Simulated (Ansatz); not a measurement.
A series in volume per atom on Cu

Periodic Kohn-Sham DFT of a crystal at fixed atoms; pressure and stress are positive in compression; the energy is the free energy less that of spherical unpolarised free atoms; site moments are those in the method's own spheres, positive along +z. The results are calculated, by Ansatz 0.2.0.

Cell of the first row (space group Fm-3m, No. 225):
```
cell vectors (Å)
   0.0000     1.7904     1.7904
   1.7904     0.0000     1.7904
   1.7904     1.7904     0.0000
atoms (fractions of the cell vectors)
Cu  0.00000  0.00000  0.00000
```

Settings of every row: method all-electron LAPW; functional PBE; relativity scalar; k mesh 20x20x20; filling fermi-dirac; smearing width 0.03 eV; basis error target 0.5 meV/atom; nucleus gaussian.

Atom start moment: 0 on all atoms.

| row | volume per atom (Å³) | energy less free atoms (eV/atom) | pressure (GPa) |
| --- | --- | --- | --- |
| 1 | 11.478 | -3.7522 | 6.35 |
| 2 | 11.717 | -3.7591 | 2.969 |
| 3 | 11.956 | -3.7613 | -0.027 |
| 4 | 12.195 | ? | ? |
| 5 | 12.434 | -3.7534 | -5.018 |

Question: what energy less free atoms and pressure should row 4 give?

Worked fit of energy less free atoms. Take u = (V_r/V)^(2/3) − 1 with V_r = 11.837 Å³ an atom, which is twice the finite (Eulerian) strain; such expansions in the strain, on which the Birch-Murnaghan equation of state is built, carry the rest volume and the bulk modulus. The shown rows have u = 0.02074, 0.00682, -0.00665, -0.03227. Least squares give energy less free atoms = −3.76076 + 0.162 × u + 12.089 × u² eV/atom; a straight line predicts inner rows, each left out in turn, worse (root mean square 0.0053 against 1.1e-05 eV/atom). All shown rows lie on it to the printed digit. Its lowest point lies at u = -0.0067, or V = 11.96 Å³ an atom, and the curvature there gives the bulk modulus at fixed shape and fractions, B = (4/9)(1 + u)² E″(u)/V = 142 GPa. The withheld row has u = -0.01967, so the fit gives −3.76076 + 0.162 × (-0.01967) + 12.089 × (-0.01967)² = -3.7593 eV/atom.

The calculation gave -3.7592 eV/atom. The fit lies 0.0001 eV/atom (1.1 % of the column's range) below it, one unit of the last digit.

Worked fit of pressure. Take u = (V_r/V)^(2/3) − 1 with V_r = 11.837 Å³ an atom, which is twice the finite (Eulerian) strain; such expansions in the strain, on which the Birch-Murnaghan equation of state is built, carry the rest volume and the bulk modulus. The shown rows have u = 0.02074, 0.00682, -0.00665, -0.03227. Least squares give pressure = 1.4198 + 222.723 × u + 720.19 × u² GPa; a straight line predicts inner rows, each left out in turn, worse (root mean square 0.32 against 0.0065 GPa). The rows lie off it by 0.001, -0.003, 0.002, -0.001. The pressure vanishes at u = -0.0065, or V = 11.95 Å³ an atom, and there the bulk modulus at fixed shape and fractions is B = −V dP/dV = (2/3)(1 + u) dP/du = 141 GPa. The withheld row has u = -0.01967, so the fit gives 1.4198 + 222.723 × (-0.01967) + 720.19 × (-0.01967)² = -2.683 GPa.

The calculation gave -2.677 GPa. The fit lies 0.006 GPa (0.053 % of the column's range) below it; its largest miss of a shown row is 0.003 GPa.
